The band gap is the energy between the highest filled and the lowest empty level of a crystal, wherever in reciprocal space the two lie. The least direct gap is the smallest such energy with both levels at the same wave vector. Here both are differences of computed one-electron levels for a single crystal, layered WSe₂, with the atoms held in the same places throughout. Apart from modest differences in mesh and cutoff, only the level of theory changes, and the band gap runs from below 1 eV to above 5 eV.

Bulk WSe₂ (6 atoms in the cell, space group P6₃/mmc, a = 3.300 Å, c = 13.149 Å), computed with Ansatz 0.2.0, plane-wave PAW, without spin polarisation, at fixed atoms in the cell relaxed with r2SCAN+rVV10. The k mesh is 12×12×2 or 6×6×2, the latter for HSE06 and PBE0 among others. Gaps are the least over the mesh and any named points added to it, and have not been checked against a second code for this crystal.

| level of theory | band gap (eV) | least direct gap (eV) |
| --- | --- | --- |
| PBE | 1.043 | 1.496 |
| r2SCAN | 1.143 | 1.612 |
| HSE06 | 1.500 | 1.948 |
| PBE+SOC | 0.945 | 1.281 |
| PBE0 | 2.151 | 2.595 |
| LDA | 0.964 | 1.480 |
| DDH-PBE0 | 1.381 | 1.850 |
| LC-wPBE | 5.447 | 5.691 |

**PBE and r2SCAN**

The PBE band gap leads from the centre of the Brillouin zone, Γ, to a point between Γ and K, while the least direct gap sits at the corner K. This account follows the least direct gap. The wave vector K belongs to every mesh used here, whereas the lowest empty level lies between mesh points. A band gap read on the mesh alone, as in the PBE row, is therefore probably a few hundredths of an electronvolt too large.

PBE and r2SCAN are semilocal: exchange at a point is computed from the density and related quantities at that point. Such an exchange treats filled and empty states much alike, since it hardly asks whether a state is occupied. Going from PBE to r2SCAN raises the least direct gap by 0.12 eV. That is all that this more elaborate semilocal recipe adds in this crystal.

**HSE06**

HSE06 replaces a quarter of the semilocal exchange by exact exchange, which is computed from the orbitals themselves. The least direct gap rises by 0.45 eV above PBE. Exact exchange links each level to the filled states. A filled level finds close relatives among them, the other states of its own band, and is lowered strongly. An empty level has no filled states in its own band and is lowered much less. Semilocal exchange hardly makes this distinction, so replacing part of it opens the gap.

This suggests a simple rule: the gap grows with the fraction of exact exchange. The rule is tempting because it is true for a family of functionals that differ in nothing else. HSE06, however, has a second ingredient. It uses exact exchange only at short distances and fades it out at around 5 Å, beyond which exchange is semilocal again.

**PBE with spin–orbit coupling**

The next row changes different physics. The two layers in the cell give a pair of top filled bands at K. Spin–orbit coupling is expected to push this pair apart, so that the upper band moves towards the empty states. The least direct gap falls by 0.22 eV, about half of what HSE06 added. On equal meshes the band gap falls by only 0.07 eV. All the other rows lack this coupling, so their least direct gaps would fall by roughly this amount if it were included, provided that the shift carries over from PBE.

**PBE0**

PBE0 has the same quarter of exact exchange as HSE06, but keeps it at all distances. If the fraction alone mattered, the two rows would agree. They differ by 0.65 eV, and well over half of the gap opening from PBE to PBE0 is missing in HSE06. The fraction alone is therefore not the explanation.

The opposite idea is that only the distant tail of the exchange counts. HSE06 refutes this too, because it has no such tail and still opens the gap by 0.45 eV. What remains is a third explanation: exact exchange opens the gap at short and long distances alike, and each stretch of distance adds its share in proportion to the weight that exact exchange has there.

The share of the long distances can be estimated without knowing the crystal. Let $\omega$ be the inverse of the distance at which the long-range part of the repulsion sets in. This part is $\operatorname{erf}(\omega r)/r$, where $r$ is the distance between two electrons. Seen as a sum of waves with wave number $q$, it holds mainly long waves, with $q$ up to about $2\omega$. A long wave links a filled state almost only to filled states of its own band, and an empty state to hardly any filled state. Exchange acts only through filled states, so it lowers the filled level by the full amount and leaves the empty one nearly untouched. With full exact exchange the gap opens, in atomic units, by

$$
\Delta = \frac{2}{\pi}\int_0^\infty e^{-q^2/4\omega^2}\,dq = \frac{2\omega}{\sqrt{\pi}} .
$$

The usual value for HSE06 is $\omega = 0.11$ per bohr. This gives $\Delta = 2 \times 0.11/1.77 = 0.124$ hartree, or 3.4 eV. A quarter of it is 0.84 eV, to be compared with the computed step of 0.65 eV from HSE06 to PBE0. The estimate has the right size but is some 30 % too high. No property of WSe₂ entered it.

The table supports this picture in another way. The step from HSE06 to PBE0 is 0.65 eV in the band gap as well, although that gap joins other states at other wave vectors. Long waves see only whether a state is filled, not what its orbital looks like, and so they push the filled and empty bands apart almost rigidly. One reservation concerns the mesh. Exact exchange without a cut-off varies steeply at the smallest $q$, where a coarse mesh has few points, and no second mesh is at hand to show how much of the step depends on this. With full weight at long distances, as in LC-wPBE, the same mesh is expected to give about four times the error.

A likely reason why the estimate is too high is that shorter waves tell filled from empty less well. At larger $q$ a filled state is linked to empty bands too, and an empty state to filled ones, so the two levels shift more alike. The simplest way to describe this is to let the difference die out as $e^{-q^2L^2}$, with one length $L$. The integral then becomes

$$
\Delta(\omega) = \frac{2\omega}{\sqrt{\pi}}\,\frac{1}{\sqrt{1+4\omega^2L^2}} .
$$

The Gaussian form is an assumption made for convenience. The step of 0.65 eV between HSE06 and PBE0 fixes $L$ at 2.0 Å. This length also absorbs whatever the model leaves out, such as the layered shape of the crystal, and should not be taken for the size of an orbital.

With $L$ known, the short-range share follows as well, since a very large $\omega$ means exact exchange at all distances. The model puts HSE06 0.36 eV above PBE, against the computed 0.45 eV. The step from HSE06 to PBE0 had served to set $L$, but the height of HSE06 above PBE had not. The model thus finds the short-range share in the right range and a fifth too small.

**LDA and DDH-PBE0**

LDA leads back to the semilocal group. Its least direct gap is close to that of PBE, and the three semilocal rows without spin–orbit coupling span only 0.13 eV. The choice among them matters far less than the reach of the exact exchange.

DDH-PBE0 keeps exact exchange at all distances, like PBE0, but fits its fraction to the material. In a solid the other electrons shift in response to a charge and weaken its distant action by the dielectric constant. A dielectric-dependent hybrid therefore takes a fraction near the inverse of that constant. The fraction used here is not given. If the opening grows in proportion to it, the row implies about 8 %, or a dielectric constant of about 12. That is a plausible size for WSe₂, but it was deduced from the gap and so does not test the method.

HSE06 and DDH-PBE0 end within 0.1 eV of each other in the least direct gap, by different routes. One cuts the exchange off with distance, the other weakens it everywhere. Both imitate, roughly, what screening does in the real crystal. PBE0 keeps a quarter of the exact exchange at every distance, about three times the fraction that the DDH-PBE0 row implies. Its band gap of 2.15 eV is therefore expected to be much too wide.

**LC-wPBE**

The last row has the opposite design to HSE06: semilocal exchange at short distances and full exact exchange at long ones. Its least direct gap lies 4.2 eV above that of PBE. Such functionals suit molecules, where little surrounds an electron to screen its distant action. In bulk WSe₂ that screening is strong, and the resulting gap is not a physical one.

Here the two refuted explanations look good again. Both the fraction alone and the tail alone say that full weight opens the gap four times as much as the quarter in PBE0, which makes 4.4 eV. The distance model gives 3.8 eV, with the usual $\omega = 0.4$ per bohr for this functional and the $L$ found before. Its miss of 9 % is larger than theirs. Had the table held only PBE, PBE0 and LC-wPBE, neither of the two wrong explanations could have been ruled out.

The distance model does explain why they come so close. Exchange at full weight and at all distances would, in the model, open the gap by $4 \times (0.36 + 0.65) \approx 4.0$ eV. The long-range part in LC-wPBE already supplies about 95 % of this, because its onset, near 1.3 Å, leaves out only very short distances. The computed opening is likewise about 95 % of four times that of PBE0. If the opening grows in proportion to the weight, leaving out the innermost exchange costs little, and the gap of LC-wPBE should lie close to that of a functional with full exact exchange everywhere. HSE06 is the row that separates the explanations, because its cut falls where much of the opening still lies outside.

The row also shows the limit of the long-wave picture. Without the length $L$ the formula would give 12 eV, three times too much. The rigid shift is lost as well: the least direct gap exceeds the band gap by only 0.24 eV, against about 0.45 eV in HSE06 and PBE0. Shorter waves presumably feel the shape of the orbitals, which differs from one band edge to another. The short-range step from PBE to HSE06 hints at the same: on equal mesh points it is 0.48 eV in the band gap but 0.45 eV in the least direct gap. A change of band edge is not the cause: in LC-wPBE the band gap still leads from Γ to the same mesh point between Γ and K as in PBE.

A series of the same functionals for rock salt would start from a much wider gap, and its weak screening would give DDH-PBE0 a far larger fraction. The step from HSE06 to PBE0 should nevertheless be of similar size, because the long-wave estimate contains $\omega$ but hardly the material. This gives a practical rule for reading a hybrid gap. Ask first how much exact exchange is left beyond about 5 Å, and compare that weight with the inverse dielectric constant of the solid. If it is much larger, as in PBE0 and LC-wPBE here, expect a gap that is too wide. If it is much smaller, as it would be for HSE06 in rock salt, expect one that is too narrow.
